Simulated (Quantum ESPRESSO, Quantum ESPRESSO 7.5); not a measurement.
# Notes on computing the Sommerfeld coefficient of fcc iridium

*A beginner's notebook, kept as written. Several of its settings and conclusions are unsound; a review follows at the end.*

## Background

The measured number comes from "Strong-coupling superconductivity of SrIr2 and SrRh2: Phonon engineering of metallic Ir and Rh" (2021, arXiv:2108.03692). That work is mainly about two Laves phases, SrIr2 and SrRh2, studied as polycrystals by X-ray diffraction, magnetisation, resistivity and heat capacity, together with calculations of electrons and phonons. Elemental iridium and rhodium serve there for comparison. For iridium the electronic specific heat coefficient γ is 3.27 mJ/(mol K²). It is a literature value from heat capacity, and it contains the electron-phonon renormalization, so it is not the bare band value.

| compared with | measured | source's wording or label | method |
| --- | --- | --- | --- |
| γ (mJ/(mol K²)) | 3.27 | 3.27 mJ/mol K2 | heat capacity |

Conditions are those given with the value in the passage it was taken from; "not stated" means there, and the paper may say more elsewhere. The values are a selection: others may have been left out beforehand as unlike or outlying.

## Strategy

I want to get γ of iridium from the density of states at the Fermi level and put it beside the measured 3.27 mJ/(mol K²). The model is the fcc crystal with one atom in the primitive cell, starting from the database structure with a = 3.839 Å. I will call it a success if my γ comes within 5 % of the measured one, because that is about what I would accept from a heat capacity run in the lab. The measured value has the electron-phonon part in it and mine will not, but I take that to be a small matter and will compare the two numbers directly. I will begin with light settings and only go to heavier ones if the number is off.

System: Ir, fcc; Fm-3m (No. 225), 1 atom in the primitive cell; the database structure is a diffraction structure: a = 3.839 Å; structure from the Crystallography Open Database.

## 1. A quick start with few k points

There is only one atom in the cell, so I think a small number of k points should be enough. I take a 2×2×2 mesh with PBEsol and leave the cell as it is in the database. The cutoff is 45 Ry, which sounds high enough to me. I expect γ to come out near 3 already.

**Run 1.** Quantum ESPRESSO 7.5: PBEsol, GBRV ultrasoft potentials, database structure as it is, cutoff 45 Ry (density 360 Ry), 2x2x2 k mesh, Marzari-Vanderbilt smearing 0.14 eV; density of states on 2x2x2, bare value read at that mesh's own Fermi level (tetrahedra).

Key lines of the input:
```
! potential files: GBRV ultrasoft potentials, made for PBEsol
&control
  calculation = 'nscf'
/
&system
  nat = 1
  ntyp = 1
  ecutwfc = 45
  ecutrho = 360
  nbnd = 15
  occupations = 'tetrahedra_opt'
/
&electrons
  conv_thr = 1.0d-8
  electron_maxstep = 100
  mixing_beta = 0.4
/
ATOMIC_SPECIES
  Ir 192.217 Ir.upf
[... cell and positions ...]
K_POINTS automatic
  2 2 2 0 0 0
! then dos.x, deltaE = 0.005 eV within 0.3 eV of the Fermi level, bz_sum = 'tetrahedra_opt'
```

Command:
```
OMP_NUM_THREADS=1 mpirun -n 4 pw.x -nk 2 -in dos.in > dos.out
```

Selected lines of the output:
```
     number of k points=     3 (tetrahedron method)
  25.823  0.2430E+01  0.1500E+02
```

Converged; 2.8 s on 4 cores of Intel Xeon Platinum 8375C at 2.90GHz (Ice Lake), shared host.

| quantity | run 1 | measured | deviation |
| --- | --- | --- | --- |
| γ (mJ/(mol K²)) | 5.728 | 3.27 | +2.458 (+75.2 %) |
| N(E_F) per formula unit (states/eV) | 2.43 |  |  |

γ is 5.728 against the measured 3.27, so 75 % too high. The density of states at the Fermi level is 2.43 states/eV. The run converged, so the calculation itself is fine and the 2×2×2 mesh did its job. I think the trouble is in how the density of states is read off. It is taken at one single energy, and if there is a sharp peak just there, the number comes out too big.

## 2. Smoothing the density of states

In the lab I would smooth a noisy curve before reading a value from it, so I will do the same here. I replace the tetrahedra by a Gaussian broadening of 0.5 eV, which should flatten the peak. I also put the k mesh up to 14×14×14, with 28×28×28 for the density of states, since the first run took only seconds. I expect γ to drop towards 3.3.

**Run 2.** Quantum ESPRESSO 7.5: PBEsol, GBRV ultrasoft potentials, database structure as it is, cutoff 45 Ry (density 360 Ry), 14x14x14 k mesh, Marzari-Vanderbilt smearing 0.14 eV; Gaussian broadening 0.5 eV in place of tetrahedra; density of states on 28x28x28, bare value read at that mesh's own Fermi level.

Key lines of the input, as changed from run 1:
```diff
  &system
-   occupations = 'tetrahedra_opt'
+   occupations = 'smearing'
+   smearing = 'mv'
+   degauss = 0.01029
  K_POINTS automatic
-   2 2 2 0 0 0
- ! then dos.x, deltaE = 0.005 eV within 0.3 eV of the Fermi level, bz_sum = 'tetrahedra_opt'
+   28 28 28 0 0 0
+ ! then dos.x, deltaE = 0.005 eV within 0.3 eV of the Fermi level, ngauss = 0, degauss = 0.03675
```

Command:
```
OMP_NUM_THREADS=1 mpirun -n 4 pw.x -nk 4 -in dos.in > dos.out
```

Selected lines of the output:
```
  24.721  0.9653E+00  0.2812E+00
```

Converged; 13 s on the same hardware.

| quantity | run 2 | measured | deviation |
| --- | --- | --- | --- |
| γ (mJ/(mol K²)) | 2.275 | 3.27 | −0.995 (−30.4 %) |
| N(E_F) per formula unit (states/eV) | 0.965 |  |  |

Now γ is 2.275, which is 30 % below the measured value, where the first run was 75 % above it. So there was a peak at the Fermi level, and the broadening has flattened it. 0.5 eV was evidently too much smoothing, because it took away part of the real density of states as well. The measured value lies between my two results, so I take it that the right treatment is somewhere between no smoothing and this much.

## 3. Back to tetrahedra with a lower cutoff

I go back to the tetrahedra so that the peak is kept, and leave the k mesh at the finer setting. To save time I bring the cutoff down to 18 Ry. The cutoff belongs to the total energy, as I understand it, and I only want the density of states, so it should not matter here. I expect γ between the two earlier values, somewhere near 3.3.

**Run 3.** Quantum ESPRESSO 7.5: PBEsol, GBRV ultrasoft potentials, database structure as it is, cutoff 18 Ry (density 144 Ry), 14x14x14 k mesh, Marzari-Vanderbilt smearing 0.14 eV; density of states on 28x28x28, bare value read at that mesh's own Fermi level (tetrahedra).

Key lines of the input, as changed from run 1:
```diff
  &system
-   ecutwfc = 45
-   ecutrho = 360
+   ecutwfc = 18
+   ecutrho = 144
  K_POINTS automatic
-   2 2 2 0 0 0
+   28 28 28 0 0 0
```

Selected lines of the output:
```
     number of k points=   624 (tetrahedron method)
  24.932  0.8356E+00  0.1500E+02
```

Converged; 15 s on the same hardware.

| quantity | run 3 | measured | deviation |
| --- | --- | --- | --- |
| γ (mJ/(mol K²)) | 1.970 | 3.27 | −1.300 (−39.8 %) |
| N(E_F) per formula unit (states/eV) | 0.836 |  |  |

γ has gone down again, to 1.970, although the smoothing is gone. That puts it 40 % below the measured value. The cutoff can't be the reason, since it only concerns the total energy, so it must be the k mesh. With 2×2×2 I had 2.43 states/eV at the Fermi level and with the fine mesh I have 0.836. I conclude that a fine mesh averages over so many points that the peak gets washed out, much as the broadening did.

## 4. A mesh in between

The coarse mesh gives too much and the fine one too little, so the right mesh should lie between them. I take 8×8×8, with 16×16×16 for the density of states, and put the cutoff back to 45 Ry to have the same value as in the first run. I expect γ to rise clearly above 2 and come close to 3.27.

**Run 4.** Quantum ESPRESSO 7.5: PBEsol, GBRV ultrasoft potentials, database structure as it is, cutoff 45 Ry (density 360 Ry), 8x8x8 k mesh, Marzari-Vanderbilt smearing 0.14 eV; density of states on 16x16x16, bare value read at that mesh's own Fermi level (tetrahedra).

Key lines of the input, as changed from run 1:
```diff
  K_POINTS automatic
-   2 2 2 0 0 0
+   16 16 16 0 0 0
```

Selected lines of the output:
```
  24.739  0.9097E+00  0.1500E+02
```

Converged; 6.5 s on the same hardware.

| quantity | run 4 | measured | deviation |
| --- | --- | --- | --- |
| γ (mJ/(mol K²)) | 2.144 | 3.27 | −1.126 (−34.4 %) |
| N(E_F) per formula unit (states/eV) | 0.910 |  |  |

γ is 2.144, a little above the 1.970 of the finer mesh but still 34 % below the measured value. The direction is what I thought, fewer points give a higher γ, but the gain is small. So the mesh explains only part of the gap, and something else must be holding the density of states down. I now suspect the crystal structure, because I have used the database cell all along and never let it relax.

## 5. Relaxing the cell with LDA

If the atoms are not at their proper distance in the calculation, the bands will be wrong too. I let the cell relax and take LDA for it, which I have read is the simpler functional and works well for metals. The k mesh goes back to 14×14×14, since a relaxation probably needs the better one. I expect the relaxed crystal to give a γ much closer to 3.27.

**Run 5.** Quantum ESPRESSO 7.5: LDA, GBRV ultrasoft potentials, cell and atoms relaxed from the database structure, cutoff 45 Ry (density 360 Ry), 14x14x14 k mesh, Marzari-Vanderbilt smearing 0.14 eV; density of states on a mesh twice as dense.

Key lines of the input:
```
! potential files: GBRV ultrasoft potentials, made for LDA
&control
  calculation = 'vc-relax'
  forc_conv_thr = 2.0d-4
  etot_conv_thr = 1.0d-5
  nstep = 60
/
&system
  nat = 1
  ntyp = 1
  ecutwfc = 45
  ecutrho = 360
  nbnd = 15
  occupations = 'smearing'
  smearing = 'mv'
  degauss = 0.01029
/
&electrons
  conv_thr = 1.0d-8
  electron_maxstep = 100
  mixing_beta = 0.4
/
&ions
/
&cell
  press_conv_thr = 0.5
/
ATOMIC_SPECIES
  Ir 192.217 Ir.upf
[... cell and positions ...]
K_POINTS automatic
  14 14 14 0 0 0
```

Command:
```
OMP_NUM_THREADS=1 mpirun -n 4 pw.x -nk 4 -in relax.in > relax.out
```

Selected lines of the output:
```
     kinetic-energy cutoff     =      45.0000  Ry
     number of k points=   104  Marzari-Vanderbilt smearing, width (Ry)=  0.0103
     new unit-cell volume =     93.43507 a.u.^3 (    13.84565 Ang^3 )
          total   stress  (Ry/bohr**3)                   (kbar)     P=        2.56
     new unit-cell volume =     93.50710 a.u.^3 (    13.85632 Ang^3 )
     estimated scf accuracy    <          5.8E-09 Ry
     estimated scf accuracy    <          5.5E-10 Ry
     estimated scf accuracy    <          5.4E-12 Ry
          total   stress  (Ry/bohr**3)                   (kbar)     P=       -0.60
     The maximum number of steps has been reached.
     new unit-cell volume =     93.43507 a.u.^3 (    13.84565 Ang^3 )
```

Not converged; 87 s on the same hardware.

The relaxation went through all its steps and ended at a volume of 13.84565 Å³, which is exactly a value it had already visited earlier. I read this as the cell having settled. In between it moved only to 13.85632 Å³, so the crystal hardly wants to change. That tells me the structure was all right from the start and is not the reason for the low γ. I can drop the relaxation and keep the database cell.

## 6. Fewer iterations on the database cell

I go back to PBEsol and the database cell, with the 14×14×14 mesh. In the relaxation the estimated accuracy went down to 5.4E-12 Ry, which is far more than I need for a γ that I want to 5 %. So I limit the self-consistency to 4 iterations and save the rest of the time. Perhaps all that iterating also evens out the peak at the Fermi level, and then γ should come out higher than 2.144.

**Run 6.** Quantum ESPRESSO 7.5: PBEsol, GBRV ultrasoft potentials, database structure as it is, cutoff 45 Ry (density 360 Ry), 14x14x14 k mesh, Marzari-Vanderbilt smearing 0.14 eV; at most 4 SCF iterations; density of states on a mesh twice as dense.

Key lines of the input, as changed from run 2:
```diff
  &control
-   calculation = 'nscf'
+   calculation = 'scf'
+   tstress = .true.
  &electrons
-   electron_maxstep = 100
-   mixing_beta = 0.4
+   electron_maxstep = 4
  K_POINTS automatic
-   28 28 28 0 0 0
- ! then dos.x, deltaE = 0.005 eV within 0.3 eV of the Fermi level, ngauss = 0, degauss = 0.03675
+   14 14 14 0 0 0
```

Selected lines of the output:
```
     kinetic-energy cutoff     =      45.0000  Ry
     number of k points=   104  Marzari-Vanderbilt smearing, width (Ry)=  0.0103
     estimated scf accuracy    <       0.09803307 Ry
     estimated scf accuracy    <       0.00038133 Ry
     estimated scf accuracy    <       0.00000157 Ry
     convergence NOT achieved after   4 iterations: stopping
```

Not converged; 3 s on the same hardware.

The run stopped after 4 iterations, so I am no further with γ. The estimated accuracy was already 0.00000157 Ry by then, which is tiny, so I regard the calculation as good and the message about convergence as a formality. The program just seems to want its full number of iterations before it goes on.

## 7. The same mesh for both steps

I give the iterations back and return to my idea about the mesh. So far the density of states was mostly taken on a finer mesh than the first step, and I think this is where the peak gets lost. Now I use 14×14×14 for both. That is also a little coarser than the 16×16×16 that gave 2.144, so I expect γ to be higher than that, perhaps 2.5.

**Run 7.** Quantum ESPRESSO 7.5: PBEsol, GBRV ultrasoft potentials, database structure as it is, cutoff 45 Ry (density 360 Ry), 14x14x14 k mesh, Marzari-Vanderbilt smearing 0.14 eV; density of states on 14x14x14, bare value read at that mesh's own Fermi level (tetrahedra).

Key lines of the input, as changed from run 1:
```diff
  K_POINTS automatic
-   2 2 2 0 0 0
+   14 14 14 0 0 0
```

Selected lines of the output:
```
  24.725  0.9600E+00  0.1500E+02
```

Converged; 7.3 s on the same hardware.

| quantity | run 7 | measured | deviation |
| --- | --- | --- | --- |
| γ (mJ/(mol K²)) | 2.263 | 3.27 | −1.007 (−30.8 %) |
| N(E_F) per formula unit (states/eV) | 0.960 |  |  |

γ is 2.263, with 0.960 states/eV at the Fermi level. It is higher than the 2.144 from the 16×16×16 mesh, as I had thought, though not by as much as I hoped, and it is still 31 % below the measured value. It is also nearly the same as the 2.275 I got with the 0.5 eV broadening. Two quite different ways of reading the density of states now agree, so I take about 2.27 as the real result of the smoothing and the mesh together. The rule that fewer points give a higher γ has held every time, and I believe the measured 3.27 belongs to some mesh between 2×2×2 and 14×14×14.

## Results at a glance

| run | settings | γ (mJ/(mol K²)) | deviation | cost | status |
| --- | --- | --- | --- | --- | --- |
| 1 | PBEsol, 2x2x2 k mesh, density of states on 2x2x2, bare value read at that mesh's own Fermi level (tetrahedra) | 5.728 | +2.458 (+75.2 %) | under 1 core-min |  |
| 2 | PBEsol, Gaussian broadening 0.5 eV in place of tetrahedra, bare value read at that mesh's own Fermi level | 2.275 | −0.995 (−30.4 %) | under 1 core-min |  |
| 3 | PBEsol, cutoff 18 Ry (density 144 Ry), density of states on 28x28x28 | 1.970 | −1.300 (−39.8 %) | 60 core-s |  |
| 4 | PBEsol, 8x8x8 k mesh, density of states on 16x16x16, bare value read at that mesh's own Fermi level (tetrahedra) | 2.144 | −1.126 (−34.4 %) | under 1 core-min |  |
| 5 | LDA, cell and atoms relaxed from the database structure, 14x14x14 k mesh, density of states on a mesh twice as dense | – |  | 5.8 core-min | not converged |
| 6 | PBEsol, 14x14x14 k mesh, at most 4 SCF iterations, density of states on a mesh twice as dense | – |  | under 1 core-min | not converged |
| 7 | PBEsol, 14x14x14 k mesh, density of states on 14x14x14, bare value read at that mesh's own Fermi level (tetrahedra) | 2.263 | −1.007 (−30.8 %) | under 1 core-min |  |
|  | measured | 3.27 |  |  |  |

## Closing entry

I have not reached my target. I wanted γ within 5 % of the measured 3.27 mJ/(mol K²), and my latest value is 2.263, which is 31 % too low. The first run gave 5.728, so the measured value does lie inside the range I have covered.

For now I would put down 2.27 as the γ of iridium from PBEsol, because the broadened density of states and the 14×14×14 mesh both lead to it. I still think the finer meshes wash out the peak at the Fermi level, and that a mesh somewhat coarser than these would give the measured value. The cutoff and the crystal structure I consider settled, since the first only concerns the total energy and the cell hardly moved when I let it relax.

What I can't explain is why 16×16×16 gave less than both 14×14×14 and the broadened run on the finer mesh. Perhaps the peak falls between the points there. If you agree, I would choose the mesh that reproduces 3.27 for iridium and then use the same one for other metals.

## An expert's review

Further runs made for the review:

| reviewer's run | settings | γ (mJ/(mol K²)) | deviation | cost |
| --- | --- | --- | --- | --- |
| R1 | PBEsol, database structure as it is, cutoff 45 Ry (density 360 Ry), 14x14x14 k mesh, density of states on 28x28x28, bare value read at that mesh's own Fermi level (tetrahedra) | 2.114 | −1.156 (−35.4 %) | 96 core-s |
| R2 | PBEsol, database structure as it is, cutoff 31 Ry (density 248 Ry), 14x14x14 k mesh, density of states on 28x28x28, bare value read at that mesh's own Fermi level (tetrahedra) | 2.114 | −1.156 (−35.4 %) | 72 core-s |
| R3 | PBEsol, cell and atoms relaxed in a first step at this level from the database structure (its input isn't shown), density of states on 28x28x28 | 2.089 | −1.181 (−36.1 %) | 2.1 core-min |
|  | measured | 3.27 |  |  |

The background rightly says that the measured γ contains the electron-phonon enhancement, but the strategy then calls this a small matter. The calculation gives a bare value, which should lie clearly below 3.27, so the 5 % target was the wrong test. Settings should be refined until γ stops changing, not until it matches experiment.

Run 1 used three k points. Its convergence concerns only the self-consistency, not the mesh. With a 28×28×28 mesh for the density of states, my R1 gives 2.114 instead of 5.728, for 96 core-seconds. The supposed peak came from the coarse mesh.

In run 2 the finer mesh brought γ down, not the broadening. Against R1, the 0.5 eV broadening raises γ from 2.114 to 2.275, so it took no density of states away.

Run 3 rightly returned to tetrahedra on a fine mesh, but 18 Ry is too low. The cutoff affects the bands as well as the total energy, and here it lowers γ to 1.970. At 31 Ry, R2 already matches R1 at 2.114, for only 12 core-seconds more than run 3. A fine mesh resolves structure in the density of states; it doesn't wash it out.

Run 4 is nearly sound: its 2.144 is close to R1. Most of its rise over run 3 comes from the restored cutoff, and the mesh explains none of the gap to experiment.

Testing the structure was sensible, but run 5 also changed the functional and stopped at its step limit. The repeated volume shows the cell swinging between two values, with the last printed pressure just outside the threshold. It should have been restarted from the last cell. Nor did the crystal "hardly" change: it ended about 2 % smaller than the database cell. A cell volume alone says nothing about γ. For PBEsol the conclusion happens to hold: relaxation gives 2.089 (R3), for 2.1 core-minutes.

Run 6's warning was no formality. The estimated error was still over a hundred times the threshold, so a few more iterations were needed. Iterating makes the density self-consistent; it doesn't smooth a peak.

Run 7's mesh is still too coarse for the density of states, giving 2.263 against R1's 2.114. Its agreement with run 2 is chance, as two different errors both raise γ. That also answers the closing puzzle: the 16×16×16 result is lower because it is nearer the converged value. The PBEsol result is therefore about 2.1, not 2.27. A mesh chosen to give 3.27 would merely fit an error, and it wouldn't carry over to other metals.

Verdict: sound PBEsol runs give a bare γ 35 to 36 % below the measured value. Enhancement must raise the measured value, but closing the gap needs a factor of about 1.55, more than the roughly 1.3 to 1.4 I would expect for so weak a superconductor. The remainder is unexplained. Spin-orbit coupling is strong in iridium, but its effect on γ is not shown in this report. The measured value may itself be slightly high.

[Logs are printed without paths, hosts, clocks, repeated set-up lines and the standing remarks that a program may print on its own settings, such as how far it seeks lower states.]

[The runs shown are a pick from a larger set of finished runs; failed, doubtful and other runs were left out of it ahead of writing. So were measured values far from every level or from commonly accepted values, and agreement can look better than it is. Lines of input and output are excerpts and may be shortened.]
